Saha equation for exciton ionisation: ZnO at 300 K

PROBLEM

An undoped ZnO crystal holds n photoexcited electron-hole pairs per cm³, free or bound. Carriers and excitons thermalise with the lattice much faster than they recombine.

Data
T = 300 K
Eb = 60 meV, 1s exciton binding energy (typical; assumed independent of T)
m_e = 0.24 m₀ (compiled value, low temperature; Karazhanov 2005)
m_h = 0.59 m₀ (typical; isotropic parabolic band assumed)
ε = 8.91, static, along c, fixed strain (compiled value, room temperature; Wu 2005), used as isotropic
g_e = 2, g_h = 2, g_X = 4 (spin; exchange splittings assumed small against kT; polaritons, trions and biexcitons neglected)

(a) Derive the mass-action law in d dimensions; evaluate K for d = 3.
(b) Find the free fraction x for n = 10¹⁵ to 10¹⁸ cm⁻³, and n at x = 1/2.
(c) Why does dilution ionise? At which T is x = 1/2 for n = 10¹⁶ cm⁻³?
(d) Size the neglected terms.

SOLUTION (unrounded intermediates carried)

(a) Mass action

Three ideal nondegenerate gases. Energies from the crystal ground state:
electron Eg + ħ²k²/2m_e, hole ħ²k²/2m_h, exciton Eg − Eb + ħ²k²/2M, M = m_e + m_h.

Boltzmann occupation and a Gaussian integral:
n_i = g_i ∫ d^dk/(2π)^d exp[(μ_i − E_i(k))/kT] = g_i λ_i^(−d) exp[(μ_i − E_i(0))/kT],
λ_i = (2πħ²/m_i kT)^(1/2).

X ⇌ e + h is in equilibrium; recombination is not. So n is fixed, and minimising the free energy over the number of bound pairs gives μ_X = μ_e + μ_h. In n_e n_h/n_X the chemical potentials and Eg cancel, and the masses combine to m_e m_h/M = m_r:

n_e n_h/n_X = K = (g_e g_h/g_X) (m_r kT/2πħ²)^(d/2) exp(−Eb/kT).

The reduced mass appears here as a ratio of translational state densities. Only the 1s state is counted.

Degeneracy factor: 2·2/4 = 1. ZnO has three valence bands A, B, C; the spin-orbit parameter, −3.5 meV (compiled value, Karazhanov 2005), is small against kT, so A and B are both occupied. If band j lies δ_j deeper but has the same m_h and Eb (assumed), the factor Σ_j exp(−δ_j/kT) multiplies n_h and n_X alike and cancels. K is unchanged.

Numbers, d = 3:
kT = 25.85 meV, b = Eb/kT = 2.321, exp(−b) = 0.0982
M = 0.83 m₀, m_r = 0.1706 m₀
λ_e = 8.78 nm, λ_h = 5.60 nm, λ_X = 4.72 nm
λ_r = λ_e λ_h/λ_X = 10.42 nm
n_Q = λ_r⁻³ = 8.84×10¹⁷ cm⁻³
K = n_Q exp(−b) = 8.68×10¹⁶ cm⁻³

(b) Free fraction

Neutrality: n_e = n_h = xn, n_X = (1 − x)n. Hence
x²/(1 − x) = K/n, x = 2/[1 + (1 + 4n/K)^(1/2)] (the positive root).
Limits: 1 − x ≈ n/K for n ≪ K; x ≈ (K/n)^(1/2) for n ≫ K.
Example, n = 10¹⁷ cm⁻³: 4n/K = 4.61, (5.61)^(1/2) = 2.37, x = 2/3.37 = 0.59.

n (cm⁻³) | K/n | x | n_X (cm⁻³)
10¹⁵ | 86.8 | 0.99 | 1.1×10¹³
10¹⁶ | 8.68 | 0.91 | 9.4×10¹⁴
10¹⁷ | 0.868 | 0.59 | 4.1×10¹⁶
10¹⁸ | 0.0868 | 0.25 | 7.5×10¹⁷

x = 1/2 requires K/n = 1/2: n = 2K = 1.7×10¹⁷ cm⁻³.
Eb > kT does not make the excitation excitonic: below n ~ K most pairs are free.

(c) Entropy ionisation

One event X → e + h at fixed T and V creates one extra particle.
Energy: ΔU = Eb + (3/2)kT = 60 meV + 38.8 meV = 98.8 meV, independent of n. This equals −d ln K/d(1/kT) (van 't Hoff).
Entropy: an ideal gas has (∂S/∂N) at fixed T, V equal to k[ln(g/(n_i λ³)) + 3/2], so with degeneracy factor 1
ΔS = k[ln(n_Q n_X/(n_e n_h)) + 3/2] = k[ln(n_Q (1 − x)/(x² n)) + 3/2].
ΔU = TΔS returns the Saha law, with ΔS = (b + 3/2)k = 3.82 k at equilibrium. At fixed x, ΔS grows as ln(1/n) while ΔU stays put. On dilution x must therefore rise to restore the balance, and x → 1 as n → 0 at any T > 0. Kinetic view: formation goes as n_e n_h, dissociation by phonons as n_X.

Half ionisation at n = 10¹⁶ cm⁻³: solve K(T) = n/2 with K ∝ T^(3/2) exp(−Eb/kT). Root: T = 163 K, kT = 14.1 meV, far below Eb/k = 696 K.

(d) Neglected terms

1. Degeneracy. The electron is the lightest species. n_e λ_e³/g_e = 0.020 at n = 10¹⁷ and 0.086 at 10¹⁸ cm⁻³. Fermi statistics raise μ_e by kT times this number over 2^(3/2): 0.03 kT in the worse case. Negligible.

2. Hole mass. K ∝ m_r^(3/2). An assumed m_h = 1.0 m₀ gives m_r = 0.194 m₀ and raises K by 21 %. The third figure of K is arithmetic only.

3. Excited excitons. For a hydrogenic series (assumed), exp(b) = 10.18 becomes Σ_ν ν² exp(b/ν²). The ν = 2 shell, bound by 15 meV, adds 7.15. Counted as bound, it multiplies K by 0.59 and gives x = 0.50 at 10¹⁷ cm⁻³. The full sum diverges, since the terms tend to ν²: with b near 2 the border between bound and free is a convention. A standard finite choice, quoted here, is the Planck-Larkin sum, which books the two leading terms in b/ν² with the continuum:
σ = Σ_ν ν² [exp(b/ν²) − 1 − b/ν²] = 8.80.
Then K = n_Q/σ = 1.0×10¹⁷ cm⁻³, 16 % above the 1s value, and x = 0.62 at 10¹⁷ cm⁻³.

4. Screening. Free carriers (n_f = xn of each sign) screen one another. Static Debye-Hückel theory, slow long-range fields, hence the static ε:
l_B = e²/(4πε₀ε kT) = 6.25 nm, κ² = 8π l_B n_f.
Each charge sits in its cloud's potential; μ_e and μ_h each drop by kT l_B κ/2. The neutral exciton is unshifted to first order in κ. So
K → K exp(Δ/kT), Δ = kT l_B κ = 20.3 meV × (n_f/10¹⁷ cm⁻³)^(1/2).
Equivalent view: in −(e²/4πε₀ε) exp(−κr)/r the binding below the continuum falls by Δ[1 − κ⟨r⟩/2 + ...], with ⟨r⟩ = 3a_X/2 and a_X = ħ/(2m_r Eb)^(1/2) = 1.93 nm.
Self-consistent roots of x²/(1 − x) = (K/n) exp[Δ(xn)/kT], 1s value of K:

n (cm⁻³) | Δ (meV) | Δ/kT | x
10¹⁵ | 2.0 | 0.08 | 0.99
10¹⁶ | 6.2 | 0.24 | 0.92
10¹⁷ | 17 | 0.66 | 0.70
10¹⁸ | 45 | 1.75 | 0.50

The limiting law needs Δ/kT ≪ 1. At 10¹⁷ cm⁻³ it only sizes the effect: 1/κ = 9.5 nm, κa_X = 0.20, the next term removes about 0.15 of Δ, and Δ exceeds the 15 meV of the ν = 2 shell, which is left marginally bound at best. With σ in place of exp(b) as well, x = 0.73. The 10¹⁸ row is beyond the expansion; it shows only that the ideal 0.25 cannot be trusted. Screening also moves the half-ionisation temperature of (c) from 163 K to 150 K (ε held fixed).
Δ = Eb is reached at n_f = b²/(8π l_B³) ≈ 9×10¹⁷ cm⁻³, a crude Mott density, near which the bound state merges with the continuum and the three-gas picture ends. As typical knowledge, not a measurement: room-temperature Mott densities quoted for ZnO scatter from about 5×10¹⁷ to a few 10¹⁸ cm⁻³, so this estimate may be low by a factor of several.

5. Background electrons. With n₀ donor electrons per cm³, n_e = xn + n₀ and x(xn + n₀)/(1 − x) = K. Dilution then stops at x = K/(K + n₀). For an assumed n₀ = 10¹⁷ cm⁻³ the ideal limit is 0.46, not 1.

Result (the model's, on the typical Eb and m_h)
K ≈ 9×10¹⁶ cm⁻³ at 300 K, ideal 1s half ionisation at 1.7×10¹⁷ cm⁻³. Up to 10¹⁶ cm⁻³ about nine pairs in ten, or more, are free in the undoped crystal. At 10¹⁷ cm⁻³ the ideal x = 0.59 rises to roughly 0.7 with screening. Near 10¹⁸ cm⁻³ ideal Saha fails. Ionisation at low n is entropic; ionisation at high n (Mott) comes from screening, and excitons are most abundant, as a fraction, between the two.